## Estimating E1 rates of helium-like iron by hand

The Einstein coefficient A ("line einstein a", in s⁻¹) is the probability per second that an ion in the upper level decays spontaneously to the lower level, and the branching is A divided by the total decay rate of the upper level. The values below for Fe24+ come from relativistic configuration interaction with Breit and QED terms. A label such as 1s 6p 3Po2 gives the configuration, multiplicity 2S+1, L, odd parity (o) and J; E1 means electric dipole.

The calculation has no correlation estimate and neglects overlaps between orbital sets, so the errors quoted here are relative to computed rates, not measured ones. Branching counts only decays inside the model space and omits two-photon decay, which spoils it for 2s 1S0 (n/a).

Transitions of Fe24+ from radial Dirac CI 1: relativistic configuration interaction with Breit and QED terms, orbitals from exchange-only KLI potentials optimised for each configuration. Wavelengths are in vacuum, E1 rates in length gauge at computed energies; branching counts E1, M1, E2 and M2 decays within 1s2 and 1s nl (all l for n ≤ 5, and 6s, 6p, 6d).

| line upper | line lower | line type | line wavelength (nm) | line einstein a (s⁻¹) | line branching (%) |
| --- | --- | --- | --- | --- | --- |
| 1s 2s 1S0 | 1s 2p 3Po1 | E1 | 2636.6 | 386.7 | n/a |
| 1s 6d 3D3 | 1s 6p 3Po2 | E1 | 1738.9 | 639100 | 0 |
| 1s 6d 3D2 | 1s 6p 3Po1 | E1 | 1172.5 | 1523000 | 0 |
| 1s 5d 3D3 | 1s 5p 3Po2 | E1 | 1000.0 | 1529000 | 0 |
| 1s 6p 3Po2 | 1s 6s 3S1 | E1 | 783.54 | 6321000 | 0 |
| 1s 5d 3D2 | 1s 5p 3Po1 | E1 | 676.15 | 3609000 | 0 |
| 1s 5p 3Po2 | 1s 5s 3S1 | E1 | 451.51 | 1.566e+07 | 0 |
| 1s 4p 3Po2 | 1s 4s 3S1 | E1 | 229.51 | 4.753e+07 | 0 |
| 1s 3p 3Po2 | 1s 3s 3S1 | E1 | 95.395 | 1.976e+08 | 0 |
| 1s 2p 3Po0 | 1s 2s 3S1 | E1 | 42.701 | 3.585e+08 | 100 |
| 1s 2p 3Po1 | 1s 2s 3S1 | E1 | 39.893 | 4.036e+08 | 0 |
| 1s 2p 1Po1 | 1s 2s 1S0 | E1 | 37.859 | 4.871e+08 | 0 |
| 1s 2p 3Po2 | 1s 2s 3S1 | E1 | 27.076 | 1.429e+09 | 18.2 |
| 1s 2p 1Po1 | 1s 2s 3S1 | E1 | 19.282 | 3.392e+08 | 0 |
| 1s 6s 1S0 | 1s 5p 1Po1 | E1 | 12.038 | 1.110e+11 | 10.1 |
| 1s 6s 3S1 | 1s 5p 3Po2 | E1 | 12.032 | 6.741e+10 | 8.5 |
| 1s 6p 3Po1 | 1s 5d 3D2 | E1 | 12.015 | 3.103e+10 | 0.9 |
| 1s 6p 3Po2 | 1s 5d 3D3 | E1 | 11.992 | 3.414e+10 | 1.9 |
| 1s 6d 3D2 | 1s 5f 3Fo3 | E1 | 11.940 | 1.449e+10 | 0.4 |
| 1s 6d 3D3 | 1s 5f 3Fo4 | E1 | 11.939 | 1.434e+10 | 0.4 |
| 1s 6d 1D2 | 1s 5f 1Fo3 | E1 | 11.935 | 1.464e+10 | 0.4 |
| 1s 6p 1Po1 | 1s 5d 1D2 | E1 | 11.931 | 3.398e+10 | 0.2 |
| 1s 6s 3S1 | 1s 5p 3Po1 | E1 | 11.922 | 3.497e+10 | 4.4 |
| 1s 6d 3D2 | 1s 5p 1Po1 | E1 | 11.913 | 1.719e+10 | 0.5 |
| 1s 6d 1D2 | 1s 5p 1Po1 | E1 | 11.885 | 1.554e+11 | 4.5 |
| 1s 6d 3D2 | 1s 5p 3Po2 | E1 | 11.793 | 2.989e+10 | 0.9 |
| 1s 6d 3D3 | 1s 5p 3Po2 | E1 | 11.770 | 1.717e+11 | 5.2 |
| 1s 6d 1D2 | 1s 5p 3Po2 | E1 | 11.765 | 1.330e+10 | 0.4 |
| 1s 6d 3D2 | 1s 5p 3Po1 | E1 | 11.687 | 1.249e+11 | 3.6 |
| 1s 6d 3D1 | 1s 5p 3Po1 | E1 | 11.687 | 6.439e+10 | 1.9 |
| 1s 6d 3D1 | 1s 5p 3Po0 | E1 | 11.673 | 9.432e+10 | 2.8 |
| 1s 6p 1Po1 | 1s 5s 1S0 | E1 | 11.671 | 8.363e+10 | 0.5 |
| 1s 6p 3Po0 | 1s 5s 3S1 | E1 | 11.614 | 9.186e+10 | 4.9 |
| 1s 6p 3Po1 | 1s 5s 3S1 | E1 | 11.606 | 8.246e+10 | 2.4 |
| 1s 6p 3Po2 | 1s 5s 3S1 | E1 | 11.547 | 8.776e+10 | 4.9 |

### Picture and rule

In each line only the outer electron jumps. The 1s electron lies close to the nucleus and hides one unit of charge, so the analogue is a non-relativistic hydrogen-like ion with Z′ = 25, whose orbits are those of hydrogen shrunk by 1/Z′. The analogy holds while the outer electron stays mostly outside the 1s cloud and relativity is a small correction. It lacks the splitting of levels of equal n and the coupling of two spins, and these must be supplied. A dipole rate goes as the squared dipole length times the cube of the frequency:

A = C·F·R²/(Z′²λ³), C = 2.026×10¹⁵ nm³ s⁻¹.

R is the hydrogen radial integral in bohr. For Δn = 0, R² = (9/4)n²(n² − l>²), with l> the larger l. For 6→5, R² is 54.9 (s→p), 149 (p→s), 29.5 (p→d), 230 (d→p) and 13.3 (d→f). F is l>/(2l_u + 1), with l_u the upper l, times the line's share of the strength with which its upper level decays within the multiplet. The share is 1 for singlets and for triplet p→s; otherwise it comes from standard tables of LS line strengths, for example 5/9, 3/9 and 1/9 from 3S1 to 3Po2, 3Po1 and 3Po0.

The two levels with J = l are mixtures, because spin-orbit coupling joins singlet and triplet against the exchange splitting. With w the weight of the minor component, an s–p line keeps 1 − w of its strength and the intercombination line gets w; the same holds for any line with one mixed level. When both levels are mixed, the triplet and singlet amplitudes are added before squaring. With F_T and F_S the unmixed triplet and singlet values, F = [√((1 − w_u)(1 − w_l)F_T) + √(w_u w_l F_S)]² between two levels labelled triplet (F_T and F_S swap for two labelled singlet), and F = [√((1 − w_u)w_l F_T) − √(w_u(1 − w_l)F_S)]² from a triplet label to a singlet label. For d→p, F_T = 0.3 and F_S = 0.4; with the weights below this gives 0.2912 for 3D2→3Po1 and 0.0398 for 3D2→1Po1. The rule takes w = 0.09 for p, 0.31 for d and the jj value 3/7 for f. The first two are calibrated on ratios of Aλ³ from the table, which remove the effect of frequency (0.084 for 2p, 0.104 for 6p, 0.306 for 6d); the term weights in further output of the same calculation agree with this, with a minor component a little under one tenth for 2p and 3p and about one third for 3d.

### Two worked rows

Neither row involves w, and neither rate entered the calibration.

For 6p 3Po2→6s 3S1, R² = (9/4)·36·35 = 2835 and F = 1/3. With C/625 = 3.242×10¹² and λ³ = 783.54³ = 4.810×10⁸ nm³, A = 3.242×10¹² × 945 / 4.810×10⁸ = 6.37×10⁶ s⁻¹, under 1 % above the table's 6.321×10⁶. The wavelength came from the table, since the analogue makes 6s and 6p degenerate. A level shifted by a quantum defect δ moves by about 2Z′²R∞δ/n³, so λ should grow as n³; the series 3Po2→3S1 gives n^3.06, with λ/n³ rising from 3.38 nm at n = 2 to 3.63 nm at n = 6. As R² grows about as n⁴, A should fall as n⁻⁵ (found: n^−4.94), and n = 7 should lie near (6/7)⁵ ≈ 0.46 of the n = 6 rate.

For 6d 3D3→5p 3Po2 nothing is taken from the table. The Rydberg formula 1/λ = R∞·625·(1/25 − 1/36) gives 11.929 nm, so λ³ = 1697.5 nm³. With F = 2/5 and R² = 230, A = 3.242×10¹² × 92.0 / 1697.5 = 1.76×10¹¹ s⁻¹, 2 % above 1.717×10¹¹.

### Accuracy

With tabulated wavelengths the 14 lines of Δn = 0 have a median error of 1.4 %, and 13 lie within 10 %. The 21 lines 6→5 have a median of 8.9 % and a worst case of 19 % (6p 3Po2→5s 3S1). Rounding of the table contributes below 0.07 %. These figures include the six rows used to calibrate w. The output printed after this text lists each row.

The simpler choices do worse in median and worst case (medians 2.8 % and 12.0 % for LS, 3.7 % and 12.0 % for jj), though each is closer on some rows, such as jj for 6p 3Po1→5d 3D2 (0.99 of the table against 0.861). Pure LS coupling (w = 0) gives zero for four lines, and pure jj coupling overestimates the two n = 2 intercombination lines fourfold. The line 6d 3D2→5p 1Po1, not used in calibration, comes out 2 % high, where jj gives 0.17 of it. The charge implied by the 3Po2→3S1 rates falls from 25.35 at n = 2 to 25.09 at n = 6, nearer 25 than 26; a contraction of the inner orbits would explain the excess, and further output of the same calculation supports this for 2s, whose mean radius is a few per cent below that of hydrogen with Z′ = 25.

### Where it fails

The 6→5 errors have a pattern: all nine lines that raise l come out low, and all twelve that lower l come out high. Theory suggests why. A small defect mixes functions of neighbouring n into an orbital, and the Δn = 0 integrals thereby brought in are much larger (R² = 1350 for 5p–5s against 54.9 for 6s–5p). The Δn = 0 wavelengths give defects relative to 3D3 of 0.009 for 3Po2 and 0.029 for 3S1. Hydrogen functions with n and l shifted by these amounts bring four unmixed lines from model/table ratios of 0.842, 1.193, 0.908 and 1.065 to 1.013, 1.007, 0.998 and 1.009, with no fit to rates. Penetration, exchange and relativity should all feed the defects, and this test does not separate them.

For 6→5 the plain Rydberg wavelength, from which the table departs by −3.2 to +0.9 %, gives better rates on the whole, though not on every row, than the tabulated one: median 3.4 %, worst 14 % (6s 1S0→5p 1Po1), 18 of 21 within 10 %. This is a partial cancellation of errors. A lower level pulled down by its defect shortens λ and also shrinks R, and ignoring both costs less than ignoring one.

The two n = 2 intercombination lines come out 11 % and 8 % high, mostly because 0.09 exceeds the 2p weight of 0.084. One of them, at 2636.6 nm, spans only 3793 cm⁻¹, and its rate carries the cube of any error in that gap. The rows are the longest-wavelength part of a longer list and the configuration list stops at 6d, so the rule is tested only on Δn = 0 and 6→5 lines of this one ion; lines to 1s2, where the electron drops into the 1s cloud, lie outside its picture. The rule supplies one rate, not a branching: 18.2 % for 2p 3Po2→2s 3S1 implies a total of 7.85×10⁹ s⁻¹ against 1.429×10⁹ for this line.

The analysis program printed:

```
C=2.0261e+15 nm^3/s; w from table: 2p 0.084, 6p 0.104, 6d 0.306; rule 0.09,0.31,3/7
line | F | R_H^2 (a0^2) | A_rule (1/s) | model/table: rule LS jj
2s1S0>2p3Po1 0.0900 27.0 4.298e+02 1.111 0.00 4.12
6d3D3>6p3Po2 0.4000 2592.0 6.392e+05 1.000 1.00 1.00
6d3D2>6p3Po1 0.2912 2592.0 1.518e+06 0.997 1.03 1.14
5d3D3>5p3Po2 0.4000 1181.2 1.532e+06 1.002 1.00 1.00
6p3Po2>6s3S1 0.3333 2835.0 6.368e+06 1.008 1.01 1.01
5d3D2>5p3Po1 0.2912 1181.2 3.608e+06 1.000 1.03 1.14
5p3Po2>5s3S1 0.3333 1350.0 1.585e+07 1.012 1.01 1.01
4p3Po2>4s3S1 0.3333 540.0 4.827e+07 1.016 1.02 1.02
3p3Po2>3s3S1 0.3333 162.0 2.017e+08 1.021 1.02 1.02
2p3Po0>2s3S1 0.3333 27.0 3.747e+08 1.045 1.05 1.05
2p3Po1>2s3S1 0.3033 27.0 4.182e+08 1.036 1.14 0.76
2p1Po1>2s1S0 0.3033 27.0 4.893e+08 1.004 1.10 0.74
2p3Po2>2s3S1 0.3333 27.0 1.470e+09 1.029 1.03 1.03
2p1Po1>2s3S1 0.0300 27.0 3.663e+08 1.080 0.00 4.00
6s1S0>5p1Po1 0.9100 54.9 9.282e+10 0.836 0.92 0.61
6s3S1>5p3Po2 0.5556 54.9 5.675e+10 0.842 0.84 0.84
6p3Po1>5d3D2 0.4854 29.5 2.672e+10 0.861 0.89 0.99
6p3Po2>5d3D3 0.5600 29.5 3.100e+10 0.908 0.91 0.91
6d3D2>5f3Fo3 0.5489 13.3 1.394e+10 0.962 0.93 0.98
6d3D3>5f3Fo4 0.5510 13.3 1.399e+10 0.976 0.98 0.98
6d1D2>5f1Fo3 0.5664 13.3 1.440e+10 0.983 1.04 0.99
6p1Po1>5d1D2 0.5854 29.5 3.291e+10 0.968 1.10 0.99
6s3S1>5p3Po1 0.3033 54.9 3.185e+10 0.911 1.00 0.67
6d3D2>5p1Po1 0.0398 230.0 1.754e+10 1.020 0.00 0.17
6d1D2>5p1Po1 0.3512 230.0 1.560e+11 1.004 1.14 1.03
6d3D2>5p3Po2 0.0690 230.0 3.137e+10 1.049 1.52 0.91
6d3D3>5p3Po2 0.4000 230.0 1.829e+11 1.065 1.07 1.07
6d1D2>5p3Po2 0.0310 230.0 1.419e+10 1.067 0.00 1.38
6d3D2>5p3Po1 0.2912 230.0 1.360e+11 1.089 1.12 1.25
6d3D1>5p3Po1 0.1517 230.0 7.084e+10 1.100 1.21 0.81
6d3D1>5p3Po0 0.2222 230.0 1.042e+11 1.104 1.10 1.10
6p1Po1>5s1S0 0.3033 149.2 9.228e+10 1.103 1.21 0.81
6p3Po0>5s3S1 0.3333 149.2 1.029e+11 1.120 1.12 1.12
6p3Po1>5s3S1 0.3033 149.2 9.383e+10 1.138 1.25 0.83
6p3Po2>5s3S1 0.3333 149.2 1.047e+11 1.193 1.19 1.19
dn=0 14 rows; rule med 1.4% max 11% (2s1S0>2p3Po1) <10%:13; LS med 2.8% max 100% (2p1Po1>2s3S1) <10%:10; jj med 3.7% max 312% (2s1S0>2p3Po1) <10%:8
6>5 21 rows; rule med 8.9% max 19% (6p3Po2>5s3S1) <10%:12; LS med 12.0% max 100% (6d3D2>5p1Po1) <10%:7; jj med 12.0% max 83% (6d3D2>5p1Po1) <10%:9
Rydberg 6>5 11.929 nm, table dev -3.2..+0.9%; A using it: med 3.4% max 14% (6s1S0>5p1Po1) <10%:18
3P2>3S1 n=2-6: lam~n^3.06, A~n^-4.94, lam/n^3 nm [3.384 3.533 3.586 3.612 3.628], implied Z' [25.35 25.26 25.19 25.15 25.09]
defects vs 3D3: 5p 0.0091 5s 0.0293 6p 0.0091 6s 0.0292; corrected: 6s3S1>5p3Po2 0.842->1.013, 6p3Po2>5s3S1 1.193->1.007, 6p3Po2>5d3D3 0.908->0.998, 6d3D3>5p3Po2 1.065->1.009
rounding floor on ratios <0.07%; gap 2s1S0-2p3P1 3793 cm-1; 2p3P2 total rate 7.85e+09 1/s
```
